Dear colleague,

The Sader formula gives the spring constant of a rectangular lever from its length, width, resonance frequency and quality factor in a fluid, and it is normally quoted for Q ≫ 1. A soft lever in n-dodecane has Q close to 1, so I derive the whole result here, show where the high-Q condition enters, and work out what it costs when it fails. The loaded-beam theory is Sader's of 1998, and the calibration formula that of Sader, Chon and Mulvaney of 1999.

Premises and conventions

The lever has length L, width b = 2a, thickness t, density ρ_c, mass per length μ = ρ_c b t and bending rigidity EI, all uniform. The fluid has density ρ_f and shear viscosity η. Time dependence is exp(−iωt). I assume (a) Euler-Bernoulli bending, clamped at X = 0 and free at X = L; (b) L ≫ b ≫ t; (c) an incompressible Newtonian fluid, unbounded, with no slip; (d) amplitudes small enough to drop the convective term u·∇u; (e) internal losses negligible beside fluid losses. By k I mean the static stiffness for a point load at X = L.

1. The beam without fluid

With a load F per unit length,

EI w″″ − μω² w = F.   (1)

Put ξ = X/L. Free modes obey φ″″ = C⁴φ with φ = φ′ = 0 at ξ = 0 and φ″ = φ‴ = 0 at ξ = 1. The clamp leaves φ = p(cosh Cξ − cos Cξ) + q(sinh Cξ − sin Cξ), and the free-end conditions have a nonzero solution when (cosh C + cos C)² = sinh²C − sin²C, that is 1 + cos C cosh C = 0. The roots are C₁ = 1.8751, C₂ = 4.6941, and ω_n² = C_n⁴ EI/(μL⁴). I write ω_vac = ω₁.

We need the tip amplitude of a normalised mode. Multiply φ″″ = C⁴φ by ξφ′ and integrate over 0 to 1. On the left, integration by parts with the four boundary conditions leaves (3/2)∫φ″² dξ, which equals (3/2)C⁴∫φ² dξ. On the right one gets C⁴[φ(1)²/2 − (1/2)∫φ² dξ]. Hence φ(1)² = 4∫φ² dξ, and with ∫φ² dξ = 1 every mode has φ_n(1)² = 4.

A static end load P gives the moment P(L − X) and the energy ∫P²(L − X)²/(2EI) dX = P²L³/(6EI), so k = 3EI/L³. Eliminating EI,

k = (3/C₁⁴) μL ω_vac² = 0.2427 μL ω_vac².   (2)

The modal stiffness referred to the tip is k_n = μLω_n²/φ_n(1)² = (C_n⁴/12) k. Thus k₁ = 1.0302 k: the first mode holds the fraction 12/C₁⁴ = 0.9707 of the static compliance.

2. The fluid force on a cross section

Because L ≫ b, the flow at each X is taken as the planar flow round an infinitely long rigid body moving with the local velocity U = −iωw. The linearised equations with a force density f are

−iωρ_f u = −∇p + η∇²u + f,  ∇·u = 0.

Define λ² = −iωρ_f/η with positive real part of λ. Vorticity decays over δ = (2η/ρ_f ω)^(1/2), and the only dimensionless group is

Re = ρ_f ω b²/(4η) = 2a²/δ²,  ζ = λa = Re^(1/2) exp(−iπ/4).

This Re compares unsteady inertia with viscosity and contains no velocity. Linearity and dimensions then fix the form of the force on the beam,

F = (π/4) ρ_f b² ω² Γ(Re) w,  Γ = Γ_r + iΓ_i.   (3)

Γ_r is added mass in units of the fluid in a circle of diameter b, and Γ_i > 0 is damping, since iω²w = −ωU.

Circle of radius a (Stokes, 1851). Take ψ = g(r) sin θ, u_r = r⁻¹∂ψ/∂θ, u_θ = −∂ψ/∂r. The curl of the momentum equation is ∇²(∇² − λ²)ψ = 0, whose decaying solution is g = A/r + B K₁(λr). No slip demands g(a) = Ua and g′(a) = U. Adding a times the second condition to the first, and using ζK₁′ = −ζK₀ − K₁, gives B = −2Ua/(ζK₀) and A = Ua²[1 + 2K₁/(ζK₀)]. The pressure comes from the potential part alone, p = ηλ²A cos θ/r. At r = a the term 2η∂u_r/∂r vanishes, and the shear stress is −ηg″ sin θ with g″(a) = λ²BK₁. Integrating σ_rr cos θ − σ_rθ sin θ round the circle gives F = −πηλ²(A − aBK₁), and comparison with (3) yields

Γ_circ = 1 + 4K₁(ζ)/[ζK₀(ζ)].   (4)

Ribbon of zero thickness, |x| < a, moving along its normal z. It acts on the fluid as a sheet of normal force f(x)δ(z). In Fourier space incompressibility projects out the longitudinal part, u_z = f κ²/[ηK²(K² + λ²)] with K² = κ² + κ_z², κ being the wave number along x. The component u_x is odd in κ_z and vanishes on the sheet, so tangential no slip holds without tangential force. Splitting 1/[K²(K² + λ²)] = λ⁻²[1/K² − 1/(K² + λ²)] and using ∫dκ_z/[2π(κ_z² + m²)] = 1/(2m), the sheet response is

Ĝ(κ) = (κ²/2ηλ²)[1/|κ| − 1/γ] = |κ|/[2ηγ(γ + |κ|)],  γ = (κ² + λ²)^(1/2).

The inverse transforms of 1/γ and 1/|κ| are K₀(λ|x|)/π and −ln|x|/π (up to a constant), and κ² becomes −d²/dx². So G(x) = N(s)/(2πη), s = λ|x|, with

N(s) = d²/ds²[K₀(s) + ln s] = K₀ + K₁/s − 1/s².

No slip becomes U = ∫G(x − x′) f(x′) dx′ for |x| < a, the ribbon problem treated by Tuck in 1969. N is logarithmic at small s, and the logarithmic kernel is diagonal on the functions cos nθ/sin θ with x = a cos θ. The load is even in x, so write f = Σ c_n cos 2nθ/sin θ. Projecting on cos 2mθ gives Uδ_m0 = (a/2η) Σ M_mn c_n, where M_mn = ⟨cos 2mθ cos 2nθ′ N(ζ|cos θ − cos θ′|)⟩ is averaged over both angles. The total force on the fluid is πa c₀ = 2πηU(M⁻¹)₀₀. The beam feels its negative, so

Γ = 2i (M⁻¹)₀₀/Re.   (5)

M follows as a fast series. The expansion of K₀ can be written K₀ = −(1/2) Σ ∂_u[(s/2)^(2u)/u!²] at u = 0, 1, 2, …, where u! is the gamma function of u + 1. Differentiating twice in s, the u = 0 term cancels against ln s, and a shift of index leaves N = −(1/2) Σ ∂_u[D(u)(s/2)^(2u)] with D = (u + 1)(2u + 1)/[2(u + 1)!²]. With θ = α + α′ and θ′ = α − α′ one has s/2 = ζ|sin α||sin α′| with independent uniform angles, and against even functions the cosine product acts as cos 2(m + n)α cos 2(m − n)α′. The single average is ⟨|sin α|^(2u) cos 2jα⟩ = B(u)R_j(u), where B = (2u)!/(4^u u!²), R₀ = 1 and R_j = (−1)^j Π (u − l)/(u + l + 1) over l = 0 to j − 1. Therefore

M_mn = −(1/2) Σ ∂_u[D B² R_(m+n) R_|m−n| (−i Re)^u],  u = 0, 1, 2, …   (6)

At Re = 2 this gives M₀₀ = 0.1740 + 0.1796i, M₀₁ = 0.0357 − 0.0185i, M₁₁ = 0.1155 + 0.0213i. With two basis functions 1/(M⁻¹)₀₀ = M₀₀ − M₀₁²/M₁₁ = 0.1682 + 0.1921i. A third function changes Γ by less than one part in 10⁴ even at Re = 4. The ribbon values are

Re = 1:  Γ = 3.734 + 4.075i
Re = 2:  Γ = 2.947 + 2.580i
Re = 4:  Γ = 2.402 + 1.675i

and at Re = 2 the circle (4) has 3.060 + 2.898i. The limits explain the likeness. For Re → ∞, Ĝ → |κ|/(2ηλ²). The load f₀(a² − x²)^(1/2) then produces the uniform velocity f₀/(2ηλ²), because ∫J₁(κ) cos κy dκ from 0 to ∞ equals 1 for |y| < 1; its total is f₀πa²/2 = πa²ηλ²U, so Γ → 1, as for the circle. For Re → 0 the u = 0 term of (6) gives Γ → 4i/{Re[Λ + ln 2 − 1/2]} with Λ = −ln(ζ/2) − γ_E (γ_E is Euler's constant), while (4) gives 4i/(Re Λ). The two differ by the constant 0.193 beside a growing logarithm. At Re = 2 the circle still overstates Γ_i by 12 per cent, and this would go straight into k, so the ribbon function is the one to use.

3. The loaded beam

Insert (3) in (1) and add a point force P at the tip. The fluid term is uniform along X and proportional to w, so it only replaces μ by μ(1 + βΓ), with

β = πρ_f b²/(4μ) = πρ_f b/(4ρ_c t).

The vacuum modes still diagonalise the problem. Expanding w = Σ q_n φ_n and projecting, μL[ω_n² − ω²(1 + βΓ)] q_n = Pφ_n(1), and the tip susceptibility is

χ(ω) = Σ χ_n,  χ_n = 1/(k_n d_n),  d_n = 1 − (ω²/ω_n²)[1 + βΓ_r + iβΓ_i].   (7)

Define ω_f as the frequency where the real part of d₁ vanishes; there the first mode lags a force applied directly to the lever by 90°. Define Q = k₁|χ₁(ω_f)|, the inverse magnitude of the imaginary part of d₁ there. With Γ evaluated at ω_f,

ω_f/ω_vac = [1 + πρ_f b Γ_r/(4ρ_c t)]^(−1/2),   (8)

Q = (1 + βΓ_r)/(βΓ_i) = [4ρ_c t/(πρ_f b) + Γ_r]/Γ_i.   (9)

Equation (8) is implicit, since Re depends on ω_f. Equation (9) shows a floor: for a heavy fluid Q tends to Γ_r/Γ_i, a function of Re alone.

4. The stiffness

From (8) and (9), μω_vac² = μ(1 + βΓ_r)ω_f² = μβ Q Γ_i ω_f² = (π/4)ρ_f b² Q Γ_i ω_f². Thickness, density and modulus of the lever have all dropped out. Inserting this in (2),

k = (3π/4C₁⁴) ρ_f b² L Q Γ_i ω_f² = 0.1906 ρ_f b² L Q Γ_i(ω_f) ω_f²,   (10)

with 0.1906 = (π/4)(0.2427). Replacing 0.2427 by 1/4 gives the modal stiffness k₁. Physically, (10) says that stiffness is Q times ω_f times the damping coefficient, and the damping coefficient is computed from plan-view geometry.

5. Where Q ≫ 1 enters

With the definitions of section 3, equation (10) is an identity of the model at any Q. The high-Q condition enters when ω_f and Q are taken from a harmonic-oscillator shape, d = 1 − y² − iy/Q with y = ω/ω_f, which presumes constant mass and constant damping. In (7) both vary, the mass as 1 + βΓ_r and the damping coefficient as ωΓ_i. Let a dot denote d/d ln ω at ω_f, and σ = Γ̇_i/Γ_i.

Phase slope. The lag φ obeys cot φ = (real part of d₁)/(minus its imaginary part). At ω_f the real part is zero with derivative −[2 + βΓ̇_r/(1 + βΓ_r)], and the denominator is 1/Q, so φ̇ = 2Q + Γ̇_r/Γ_i. An oscillator has φ̇ = 2Q, so the apparent quality factor is

Q_slope = Q + Γ̇_r/(2Γ_i).   (11)

For the circle at large Re, (4) gives Γ ≈ 1 + 4/ζ = 1 + (8/Re)^(1/2)(1 + i), so Γ̇_r = −Γ_i/2 and Q_slope = Q − 1/4. For the ribbon at Re = 2, differentiating (5) and (6) gives Γ̇_r = −0.936 and σ = −0.641, so the shift is −0.181. The relative bias in k is this shift divided by Q: 0.6 per cent at Q = 30. Low Re by itself does no harm; low Q does.

Thermal spectrum. The fluctuation-dissipation theorem gives the one-sided density per hertz S = 4k_BT Im χ/ω. Since ω²Γ → 0 as ω → 0, χ(0) = 1/k, and the Kramers-Kronig relation makes the integral of S over frequency equal to k_BT/k, whatever the fluid. For the first mode write d₁ = d′ − id″, so S = (4k_BT/k₁ω_f) d″/[y(d′² + d″²)]. At y = 1 this is (4k_BT/k₁ω_f)Q, the same as for the oscillator. The logarithmic slope differs: there S varies as 1/(y d″) with d″ ∝ y²Γ_i, giving −(3 + σ) against the oscillator's −2. Near a sharp peak ln S has curvature −8Q² in ln ω, so the maximum lies at ln y = −(3 + σ)/(8Q²) in place of −1/(4Q²). The frequency bias is thus of order 1/Q², the width bias (11) of order 1/Q, and both vanish for Q ≫ 1.

6. Range of validity

Slenderness. Strip theory needs the mode to vary slowly on the scales b and δ: C_n b/L ≪ 1 and δ ≪ L. The second condition is the true low-Re limit, since below ω ≈ η/(ρ_f L²) the logarithm Λ is cut off by L and not by δ. Fluid also escapes round the free end, over a length of order b and just where φ² is largest. The neglected term is of relative order b/L times a number of order one; it lowers the real load, so (10) with the planar Γ_i is expected to read high for stubby levers. Higher modes fare worse as C_n grows.

Thinness. The ribbon needs t ≪ b and, so that shear on the edge faces is minor, t ≪ δ.

Free fluid. A sample or chip face within a few times the larger of b and δ raises the damping, so calibrate far from the surface.

Linearity. The convective term is smaller than the unsteady one by amplitude over the smaller of a and δ.

Uniformity. A uniform coating is harmless, since only μ and EI appear and both cancel. A heavy tip, a taper or an overhang at the clamp changes the mode and with it 0.2427. A tip set back by ΔL from the end sees k[L/(L − ΔL)]³.

Losses and drive. An internal quality factor Q_int adds about 1/Q_int to 1/Q and lowers k from (10) by the fraction Q/Q_int. Shaking the base moves fluid past the whole lever and does not give (7); use thermal, magnetic or another direct drive. An optical lever reads slope, which weights higher modes more than the deflection treated here.

Oscillator fit. Q ≫ 1, with the bias estimated by (11).

7. A soft silicon lever in n-dodecane at 298 K

Approximate inputs, none of them measured on your sample: ρ_f = 745 kg/m³, η = 1.35 mPa s, ρ_c = 2330 kg/m³, E = 169 GPa, with b = 30 µm and t = 1000 nm as illustrative choices and I = bt³/12. I fix the length by asking that ω_f fall at Re = 2.

Then ω_f = 8η/(ρ_f b²) = 1.611 × 10⁴ s⁻¹, or 2.564 kHz, and δ = b/2 = 15 µm. The loading parameter is β = 7.534, so 1 + βΓ_r = 23.20: the lever drags 22 times its own mass. Equation (8) gives ω_f/ω_vac = 0.2076 and a vacuum frequency of 12.35 kHz. From ω_vac = (C₁²/L²) t (E/12ρ_c)^(1/2) the length is L = 333.8 µm. Equation (9) gives Q = (0.1327 + 2.947)/2.580 = 1.194, so the lever's own mass supplies a small part of the numerator. The stiffness Ebt³/(4L³) is 0.0341 N/m, or 0.213 eV/nm² (1 N/m = 6.2415 eV/nm²), and (10) returns the same number, as an identity must. With k_BT = 0.02568 eV the rms tip deflection is 0.347 nm, of which the first mode alone gives 0.342 nm, and S(ω_f) = 3.47 × 10⁻⁵ nm²/Hz.

Checks on the premises: b/L = 0.090, C₁b/L = 0.17, δ/L = 0.045, t/b = 0.033. Thermal amplitude over a is 2 × 10⁻⁵. A typical sound speed of 1300 m/s gives a wavelength of 0.5 m, so compressibility is irrelevant. The second mode, with ω₂²/ω₁² = 39.27, adds 5 × 10⁻⁴ to the spectrum at ω_f and 0.8 per cent at 2ω_f, in relative terms. The higher modes together add a nearly static in-phase compliance of 0.030/k₁, which turns the phase at ω_f by 0.025 rad and moves the 90° point up by about 1 per cent. The weak premise is slenderness: an end correction of order 0.1 is comparable to the fitting biases below, so for a real lever of this shape no more than two figures of k or Q are meaningful. The extra digits above serve only to follow the arithmetic.

Now the first-mode spectrum in units of 4k_BT/(k₁ω_f), from the tabulated Γ, beside the oscillator with the correct ω_f and Q:

y = 1/2:  model 1.140, oscillator 1.135
y = 1:  model 1.194, oscillator 1.194
y = 2:  model 0.109, oscillator 0.071

The slope at y = 1 is −2.36 against −2, and the high-frequency wing is 1.5 times the oscillator's, because the added mass falls and the damping coefficient rises with frequency. For any oscillator 1/S = A₂v² + A₁v + A₀ with v = y², so three conditions determine a fit: v₀ = (A₀/A₂)^(1/2) = y₀² and 2 − 1/Q_fit² = −A₁/(A₂v₀). Equation (10) fed with these values returns k_fit/k = v₀ Q_fit Γ_i(2y₀)/[Q Γ_i(2)], the argument being Re. Three procedures give:

phase slope at ω_f, equation (11):  y₀ = 1, Q = 1.01, k_fit/k = 0.85
narrow fit (value, slope and curvature at y = 1):  y₀ = 0.96, Q = 1.03, k_fit/k = 0.81
wide fit (through y = 1/2, 1, 2):  y₀ = 1.09, Q = 1.06, k_fit/k = 1.00

All three underestimate Q. The wide fit lands on the right stiffness only because its frequency is too high while its Q is too low, a cancellation tied to that window, which I would not rely on. In this model, then, an oscillator fit in n-dodecane leaves k uncertain by up to about 20 per cent through the choice of window alone.

Two remedies follow from the derivation. Since k belongs to the lever, apply (10) in air, where β is small and Q large, and carry the value into the liquid. Or, staying in the liquid, fit the shape given by (7) with Γ(ω) from (5) and (6), leaving β, ω_vac and the amplitude free; (8) and (9) then return ω_f and Q in the sense for which (10) holds. At Q near 1 the shape depends only weakly on β, since 1/β is small beside Γ_r, but the same weakness makes QΓ_i = 1/β + Γ_r insensitive to it, so k rests mainly on ω_f and on the computed Γ_r. For the model lever that means ω_f/2π ≈ 2.6 kHz, Q ≈ 1.2 and k ≈ 0.21 eV/nm², numbers of the model with the inputs above, subject to an end correction of order b/L.